# Star-function interpolation of a band, Pickett form, tried on a Cu-like Fermi velocity

I have eigenvalues $e_i$ of one band at $N$ irreducible points $\mathbf k_i$, and I want $\mathbf v=\hbar^{-1}\nabla_{\mathbf k}\varepsilon$ on the Fermi surface. With a nonlocal pseudopotential or PAW the velocity is not the expectation value of $\mathbf p/m$ alone. Differentiating an interpolant of the eigenvalues avoids that question, because it returns the slope of whatever the Hamiltonian produced. The scheme is due to Shankland (1971) and to Koelling and Wood (1986). I derive it in the form given by Pickett, Krakauer and Allen (1988).

## Premises and conventions

1. The band is periodic, $\varepsilon(\mathbf k+\mathbf G)=\varepsilon(\mathbf k)$, so its Fourier series runs over direct lattice vectors $\mathbf R$.
2. It is invariant under a group $\mathcal G$ of $g$ point operations. For non-magnetic Cu this is $O_h$, with $g=48$.
3. The data are taken as exact, and the $\mathbf k_i$ are inequivalent under $\mathcal G$ and reciprocal translations.
4. Among all admitted functions through the data, I choose the one that minimises a positive quadratic roughness. This is a choice, not a property of the band.

Write $\varepsilon=\sum_{\mathbf R}c_{\mathbf R}e^{i\mathbf k\cdot\mathbf R}$. Since $\Lambda\mathbf k\cdot\mathbf R=\mathbf k\cdot\Lambda^{-1}\mathbf R$, premise 2 and the uniqueness of Fourier coefficients give $c_{\Lambda\mathbf R}=c_{\mathbf R}$. The coefficients are constant on each star, the orbit of a vector $\mathbf R_m$ with $n_m$ distinct members. The natural basis is then

$$S_m(\mathbf k)=\frac1g\sum_{\Lambda\in\mathcal G}e^{i\mathbf k\cdot\Lambda\mathbf R_m},\qquad \tilde\varepsilon(\mathbf k)=\sum_{m=1}^{M}a_mS_m(\mathbf k).\tag{1}$$

Stars are ordered by length, $\mathbf R_1=0$, so $S_1=1$, and $S_m(0)=1$ for all $m$. Each member appears $g/n_m$ times in the sum, so $S_m$ is the mean of $n_m$ orthonormal plane waves and the zone average is $\langle S_m^*S_{m'}\rangle=\delta_{mm'}/n_m$.

All members of a star have the same length, so $\nabla^2S_m=-R_m^2S_m$. Integration by parts over the zone gives $\langle|\nabla\tilde\varepsilon|^2\rangle=\sum_mR_m^2|a_m|^2/n_m$, and higher derivatives give higher powers of $R_m^2$. This motivates

$$\mathcal R=\sum_{m=2}^{M}\rho_m|a_m|^2,\qquad \rho_m=(1-c_1t_m)^2+c_2t_m^3,\qquad t_m=R_m^2/R_{\min}^2,\tag{2}$$

with $R_{\min}$ the shortest nonzero lattice vector and the customary $c_1=c_2=3/4$. The factor $1/n_m$ is dropped in (2), so $\mathcal R$ is not literally a derivative norm. The derivation needs only $\rho_m>0$, which holds for $c_2>0$ and $t_m>0$. The constant star is left out of $\mathcal R$, since a constant has no roughness.

## Stationarity

I minimise $\mathcal R$ subject to $\tilde\varepsilon(\mathbf k_i)=e_i$ for $i=1,\dots,N$. The $a_m$ may be complex, so each constraint gets a complex multiplier:

$$\mathcal L=\mathcal R-\sum_{i=1}^{N}\Big\{\lambda_i^*\Big[\sum_{m=1}^{M}a_mS_m(\mathbf k_i)-e_i\Big]+\text{c.c.}\Big\}.$$

Treat $a_m$ and $a_m^*$ as independent. Only the c.c. term and $\mathcal R$ contain $a_m^*$, so $\partial\mathcal L/\partial a_m^*=0$ reads

$$\rho_ma_m=\sum_{i=1}^{N}\lambda_iS_m^*(\mathbf k_i)\quad(m\ge2),\qquad 0=\sum_{i=1}^{N}\lambda_i\quad(m=1).$$

The second relation comes from $S_1=1$ and the absence of $a_1$ from $\mathcal R$. It fixes $\lambda_N=-\sum_{j<N}\lambda_j$. Substituting into the first,

$$a_m=\frac1{\rho_m}\sum_{j=1}^{N-1}\lambda_j\big[S_m^*(\mathbf k_j)-S_m^*(\mathbf k_N)\big],\qquad m\ge2.\tag{3}$$

Now the constraints. Subtracting constraint $N$ from constraint $i$ removes $a_1$:

$$\sum_{m=2}^{M}\big[S_m(\mathbf k_i)-S_m(\mathbf k_N)\big]a_m=e_i-e_N,\qquad i=1,\dots,N-1.\tag{4}$$

Inserting (3) into (4) and exchanging the finite sums gives

$$\sum_{j=1}^{N-1}H_{ij}\lambda_j=e_i-e_N,\qquad H_{ij}=\sum_{m=2}^{M}\frac{[S_m(\mathbf k_i)-S_m(\mathbf k_N)][S_m^*(\mathbf k_j)-S_m^*(\mathbf k_N)]}{\rho_m}.\tag{5}$$

Constraint $N$ is still unused, and it determines the constant:

$$a_1=e_N-\sum_{m=2}^{M}a_mS_m(\mathbf k_N).\tag{6}$$

Equations (4) and (6) together are equivalent to the $N$ original constraints, so nothing has been lost.

## Existence, uniqueness and the minimum

Let $D_{im}=S_m(\mathbf k_i)-S_m(\mathbf k_N)$, a matrix of size $(N-1)\times(M-1)$. Let $P=\mathrm{diag}(\rho_m)$ and $d_i=e_i-e_N$. Then (3) to (5) read $a=P^{-1}D^\dagger\lambda$, $Da=d$ and $H=DP^{-1}D^\dagger$.

$H$ is Hermitian, and $y^\dagger Hy=\|P^{-1/2}D^\dagger y\|^2\ge0$, with equality only if $D^\dagger y=0$. So $H$ is positive definite exactly when $D$ has full row rank. That requires $M\ge N$ and inequivalent points, since two equivalent points give equal rows, or a zero row if one is $\mathbf k_N$. The count $M\ge N$ is not sufficient, as the example will show.

Any other feasible vector is $a+z$ with $Dz=0$. The cross term is $z^\dagger Pa=z^\dagger D^\dagger\lambda=(Dz)^\dagger\lambda=0$, so

$$\mathcal R[a+z]=\mathcal R[a]+z^\dagger Pz.$$

This exceeds $\mathcal R[a]$ unless $z=0$. The stationary point is the unique global minimum, with $\mathcal R_{\min}=\lambda^\dagger H\lambda=d^\dagger H^{-1}d$. Four consequences follow.

**Reference point.** The feasible set and $\mathcal R$ do not depend on which point is labelled $N$. By uniqueness, neither do the $a_m$.

**Uniform shift.** Let $e_i\to e_i+E$. Then $d$ is unchanged and $H$ contains no energies, so $\lambda$ and all $a_{m\ge2}$ are unchanged, and (6) gives $a_1\to a_1+E$. Velocities do not depend on the energy zero, which in a periodic plane-wave calculation is a convention. If $\rho_1|a_1|^2$ is added to $\mathcal R$, the relation $\sum_i\lambda_i=0$ becomes $\sum_i\lambda_i=\rho_1a_1$. The minimiser then lowers its cost by moving part of any constant into other stars, and the shift leaks into the slopes.

**Reality.** If $\mathcal G$ contains $-1$, through inversion or time reversal, then $S_m$, $H$, $\lambda$ and $a_m$ are real. Otherwise $S_m^*$ is the function of the star of $-\mathbf R_m$, with the same $\rho$. If the basis holds both, $\tilde\varepsilon^*$ is feasible with the same roughness, and uniqueness forces $\tilde\varepsilon=\tilde\varepsilon^*$.

**Limit of many stars.** Adding a star adds a positive semidefinite term to $H$, with entries bounded by $4/\rho_m$. The number of stars per unit $R$ grows as $R^2$ and $\rho\sim R^6$, so $H$ converges, stays positive definite, and $\lambda$ converges. By (3), $|a_m|\le C/\rho_m$. A derivative of order $p$ of $S_m$ is bounded by $R_m^p$, so the differentiated series is dominated by $\int R^{p-4}dR$, which converges for $p\le2$. Velocities and curvatures therefore have a limit as $M\to\infty$ at fixed data. That limit is the smoothest function through the data and need not be the band.

The velocity follows from (1):

$$\tilde{\mathbf v}(\mathbf k)=\frac1\hbar\sum_{m=2}^{M}\frac{a_m}{g}\sum_{\Lambda}i\,\Lambda\mathbf R_m\,e^{i\mathbf k\cdot\Lambda\mathbf R_m}.\tag{7}$$

## Closed form on a regular mesh

Suppose the $\mathbf k_i$ are all the irreducible points of a $\Gamma$-centred mesh of $N_k$ points, reciprocal to a superlattice $\{\mathbf T\}$ invariant under $\mathcal G$. On the mesh $e^{i\mathbf k\cdot\mathbf T}=1$. If $\mathbf R_m=\Lambda\mathbf R_{m'}+\mathbf T$, the group sums in (1) agree term by term after relabelling, and $S_m=S_{m'}$ at every mesh point. The stars fall into aliasing classes $\alpha$, the orbits of $\mathcal G$ on the $N_k$ residues $\mathbf R$ mod $\mathbf T$. The discrete Fourier transform is a bijection that commutes with $\mathcal G$, so there are exactly $N$ classes. The class function $S_\alpha$ is the mean of $\nu_\alpha$ mesh-orthonormal waves, with $\nu_\alpha$ the orbit size. With $w_i$ the multiplicity of $\mathbf k_i$ divided by $N_k$, the data fix

$$c_\alpha=\nu_\alpha\sum_iw_iS_\alpha^*(\mathbf k_i)\,e_i,$$

and the constraints become $\sum_{m\in\alpha}a_m=c_\alpha$, one per class. One multiplier $\mu_\alpha$ per class gives $\rho_ma_m=\mu_\alpha$, so

$$a_m=c_\alpha\,\frac{1/\rho_m}{\sum_{m'\in\alpha}1/\rho_{m'}}.\tag{8}$$

In the class of $\mathbf R=0$ the free $a_1$ takes all of $c_0$, and the other members vanish. By uniqueness (8) is the solution of (3), (5) and (6). It shows that on a full mesh the roughness function only shares each mesh coefficient among its aliases, and that $D$ has full rank only if every class has a star among the $M$.

## Range of validity

- **Analyticity.** The coefficients of a band decay exponentially only if it is analytic in a strip of complex $\mathbf k$. Two levels with coupling $V$ and separation $\delta=\hbar\,\Delta v\,\kappa$ have branch points at $\delta=\pm2iV$, a distance $|\mathrm{Im}\,\kappa|=2V/\hbar|\Delta v|$ from the real axis. The mesh must resolve this scale.
- **Crossings.** With bands ordered by energy, a true crossing is a kink. The velocity is discontinuous there and (7) rings. The basis is global, so a kink away from $E_F$ also disturbs the slopes at $E_F$. In Cu the band that carries the Fermi surface touches the band below at $\Gamma$, in the $\Gamma_{12}$ doublet when spin-orbit coupling is left out.
- **Derivatives converge later than energies,** because (7) weights each star by $R_m$.
- **Exact passage.** The map $d\mapsto a$ is linear, so noise in the eigenvalues passes into the velocities. Close pairs of points make rows of $D$ nearly dependent and $H$ ill conditioned.
- **No exact reproduction.** For $M>N$, data from a single star are in general shared with other stars, as in (8).
- **Meaning.** The result is the slope of the supplied eigenvalues, with no electron-phonon or other renormalisation that they lack. $\mathcal G$ must be the true symmetry of the band, which is lower in a magnet with spin-orbit coupling.

## Illustration: velocity along [100] in a Cu-like band

To have an exact answer to test against, I generate the data from a model. Put $\mathbf k=(2\pi/a)(x,y,z)$ and $\mathbf R=(a/2)(n_1,n_2,n_3)$ with even sum, so $\mathbf k\cdot\mathbf R=\pi(n_1x+n_2y+n_3z)$ and $t=|\mathbf n|^2/2$. Each $S_m$ is the mean over permutations of $\cos n_1\pi x\cos n_2\pi y\cos n_3\pi z$. An $sp$ level $\varepsilon_s=\varepsilon_0-AS_2$ is coupled to a flat $d$ level, and I keep the upper root,

$$\varepsilon=\varepsilon_d+u,\qquad u=\tfrac12\delta+\sqrt{\tfrac14\delta^2+V^2},\qquad\delta=\varepsilon_s-\varepsilon_d .$$

The inputs are $\varepsilon_0=-1$ eV, $A=9$ eV, $\varepsilon_d=-2.5$ eV, $V=1$ eV, $E_F=0$ and the approximate lattice constant $a=3.61$ Å. $E_F$ is set by hand and not by electron count. I chose the energies so that the band looks like the typical sixth band of Cu, roughly 2 eV below $E_F$ at $\Gamma$, below $E_F$ at L and roughly 2 eV above at X, and so that the velocity comes near the typical $1.1\times10^6$ m/s. No agreement with Cu can be read from the result. The model also makes W degenerate with X, which is an artefact of keeping one star in $\varepsilon_s$.

**Exact slope.** On $(x,0,0)$, $S_2=(1+2\cos\pi x)/3$. At $E_F$, $u=2.5$ eV. From $u^2-\delta u-V^2=0$, $\delta=u-V^2/u=2.1$ eV, so $S_2=-1/15$, $\cos\pi x_F=-0.6$ and $x_F=0.7048$. Also $du/d\delta=u^2/(u^2+V^2)=25/29$ and $d\delta/dx=\tfrac23A\pi\sin\pi x_F=4.8\pi$ eV, which gives $d\varepsilon/dx=13.00$ eV. The conversion is $v=(a/h)\,d\varepsilon/dx$ with $a/h=8.729\times10^4$ m s$^{-1}$ eV$^{-1}$, so the model's velocity is $1.135\times10^6$ m/s.

**Data.** I take the cubic mesh of spacing $\tfrac12$, reciprocal to a cube of edge $2a$, with $N_k=32$ and $N=6$. Residues are $\mathbf n$ mod 4.

| point | $32w_i$ | $e_i$ (eV) | $S_{110}$ | $S_{200}$ | $S_{211}$ | $S_{220}$ | $S_{222}$ |
|---|---|---|---|---|---|---|---|
| $\Gamma$ $(0,0,0)$ | 1 | −2.3690 | 1 | 1 | 1 | 1 | 1 |
| $\Delta$ $(\frac12,0,0)$ | 6 | −2.0000 | 1/3 | 1/3 | −1/3 | −1/3 | −1 |
| $\Sigma$ $(\frac12,\frac12,0)$ | 12 | −0.5000 | 0 | −1/3 | 0 | −1/3 | 1 |
| L $(\frac12,\frac12,\frac12)$ | 4 | −0.5000 | 0 | −1 | 0 | 1 | −1 |
| X $(1,0,0)$ | 3 | 2.2122 | −1/3 | 1 | −1/3 | 1 | 1 |
| W $(1,\frac12,0)$ | 6 | 2.2122 | −1/3 | 1/3 | 1/3 | −1/3 | −1 |

The orbit sizes are $\nu=12,3,12,3,1$ for the five columns and 1 for the constant. Carrying unrounded energies throughout, $c_{000}=-0.0768$, $c_{110}=-4.8771$, $c_{200}=0.8149$, $c_{211}=1.4412$, $c_{220}=0.3603$ and $c_{222}=-0.0314$ eV.

**Coefficients for $M=9$.** Modulo 4, (310) aliases to (110), (321) to (211) and (400) to (000). So $M=N=6$ would fail, because the sixth star repeats the second and the class (222) is empty. The smallest workable basis has $M=7$. By (8), star (310) takes the fraction $\rho_2/(\rho_2+\rho_6)=0.0080$ of $c_{110}$, and (321) takes $\rho_4/(\rho_4+\rho_8)=0.0734$ of $c_{211}$.

| $m$ | star | $t_m$ | $\rho_m$ | $a_m$ (eV) | $3S_m(x,0,0)$ |
|---|---|---|---|---|---|
| 1 | 000 | 0 | free | −0.0768 | $3$ |
| 2 | 110 | 1 | 0.8125 | −4.8383 | $1+2C_1$ |
| 3 | 200 | 2 | 6.25 | 0.8149 | $2+C_2$ |
| 4 | 211 | 3 | 21.8125 | 1.3354 | $2C_1+C_2$ |
| 5 | 220 | 4 | 52 | 0.3603 | $1+2C_2$ |
| 6 | 310 | 5 | 101.3125 | −0.0388 | $1+C_1+C_3$ |
| 7 | 222 | 6 | 174.25 | −0.0314 | $3C_2$ |
| 8 | 321 | 7 | 275.3125 | 0.1058 | $C_1+C_2+C_3$ |
| 9 | 400 | 8 | 409 | 0 | $2+C_4$ |

Here $C_n=\cos n\pi x$. Collecting terms,

$$\tilde\varepsilon(x,0,0)=-1.0392-2.3129\,C_1+0.9608\,C_2+0.0223\,C_3\ \ \text{eV}.$$

**Result.** The interpolant crosses zero at $\tilde x_F=0.6961$ with slope 11.57 eV, so $\tilde v=1.010\times10^6$ m/s. The error against the exact model is $-1.2$ % in the Fermi radius and $-11.0$ % in the velocity. The displaced crossing is not the cause. At the exact $x_F$ the interpolant lies 0.100 eV high and its slope is 11.53 eV. The basis size is not the cause either, since $M=7$ gives $\tilde x_F=0.7008$ and again 11.57 eV.

**Why the mesh is too coarse.** The branch points $\delta=\pm2iV$ lie at $\cos\pi x=-\tfrac14\mp\tfrac i3$, where $|\mathrm{Im}\,\pi x|=0.337$. The envelope of the harmonics $C_n$ of the exact band on this line therefore falls by only $e^{-0.337}=0.714$ per step, up to powers of $n$. In wave vector the distance is 0.187 Å$^{-1}$, against a mesh spacing of 0.870 Å$^{-1}$. A mesh of spacing $1/n$ resolves harmonics up to $n$ and has $4n^3$ points. Asking for $e^{-0.337n}\approx0.01$ gives $n\approx14$, or 10976 points in the full zone. This is an estimate of scale only, since the powers of $n$ are ignored.

**Shift test.** Adding 10 eV to all six energies changes only $a_1$. If the constant star is penalised with $\rho_1=1$, the value of the polynomial in (2) at $t=0$, then (8) applies to the class (000) as well and $a_9$ gains $10/410=0.0244$ eV. The slope at $\tilde x_F$ changes by $-\tfrac{4\pi}3(0.0244\ \text{eV})\sin4\pi\tilde x_F=-0.064$ eV, or 0.6 % of the interpolated velocity, from the choice of energy zero alone.